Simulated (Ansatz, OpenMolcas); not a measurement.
A ladder of methods for CH6BNO2 (SMILES OBNCO)

CH6BNO2 has 11 atoms, charge 0, and is taken as a singlet. SMILES: `OBNCO`. The coordinates come from a PBE0-D4/def2-TZVP relaxation. This is a higher conformer, about 10 kJ/mol above the lowest found by a separate search.

```xyz
11

O    -0.3653    1.8673    0.5240
B    -0.1510    0.7763    1.3107
N     0.0413   -0.5145    0.7616
C    -0.0745   -0.8271   -0.6213
O     0.8335   -0.0164   -1.3606
H    -0.1459    1.6847   -0.3973
H    -0.1355    0.9159    2.4996
H     0.3440   -1.2657    1.3548
H    -1.0958   -0.6290   -0.9783
H     0.1421   -1.8900   -0.7746
H     0.6727   -0.1585   -2.2982
```

Quantity: the energy change with the N3–C4 bond stretched from 1.423 to 2.134 Å, in eV. The values are calculated.

```tsv
level	kind	program	value (eV)	CPU time (all runs)
SVWN5/def2-SVP (restricted)	LDA	Ansatz	3.21	11 s
PBE/def2-SVP (restricted)	GGA	OpenMolcas	2.83	97 s
r2SCAN/def2-SVP (restricted)	meta-GGA	Ansatz	3.01	28 s
B3LYP/def2-SVP (restricted)	global hybrid	Ansatz	2.99	19 s
M06-2X/def2-SVP (restricted)	hybrid meta-GGA	OpenMolcas	3.29	2.1 min
r2SCAN0/def2-SVP (restricted)	hybrid meta-GGA	Ansatz	3.32	34 s
CAM-B3LYP/def2-SVP (restricted)	range-separated hybrid	Ansatz	3.25	21 s
B2PLYP/def2-SVP (restricted)	double hybrid	OpenMolcas	3.09	79 s
MP2/def2-SVP (restricted)	perturbation theory	OpenMolcas	3.24	30 s
CCSD/def2-SVP (restricted)	coupled cluster or CI	Ansatz	3.18	70 s
```

The first shape isn't each level's own minimum. The values span 2.83 to 3.32 eV. CPU times are rough (shared hosts, several kinds of processor): they show what a rung costs within a factor of a few.

Stretching the N–C bond costs about 3 eV at every level, as expected for a strong σ bond losing its overlap. PBE gives the lowest value, 2.83 eV, and r2SCAN0 the highest, 3.32 eV. The cleanest comparison is r2SCAN with r2SCAN0, where admixing exact exchange raises the cost from 3.01 to 3.32 eV. Hybrids as a class don't lie above the semilocal functionals, however: B3LYP falls just below r2SCAN, and LDA exceeds both B3LYP and B2PLYP.

As the σ–σ* gap narrows, a closed-shell determinant keeps too much ionic character, a defect that exact exchange probably penalises more than semilocal exchange, which mimics some of the missing left–right correlation. LDA's closeness to CCSD is therefore no sign of a sound description, given its well-known overbinding.

MP2 and CCSD agree closely, but both build on the same closed-shell reference, so their agreement doesn't rule out a shared error. The energies describe a partly stretched bond, not its dissociation limit, and don't settle whether cleavage would be homolytic or heterolytic.
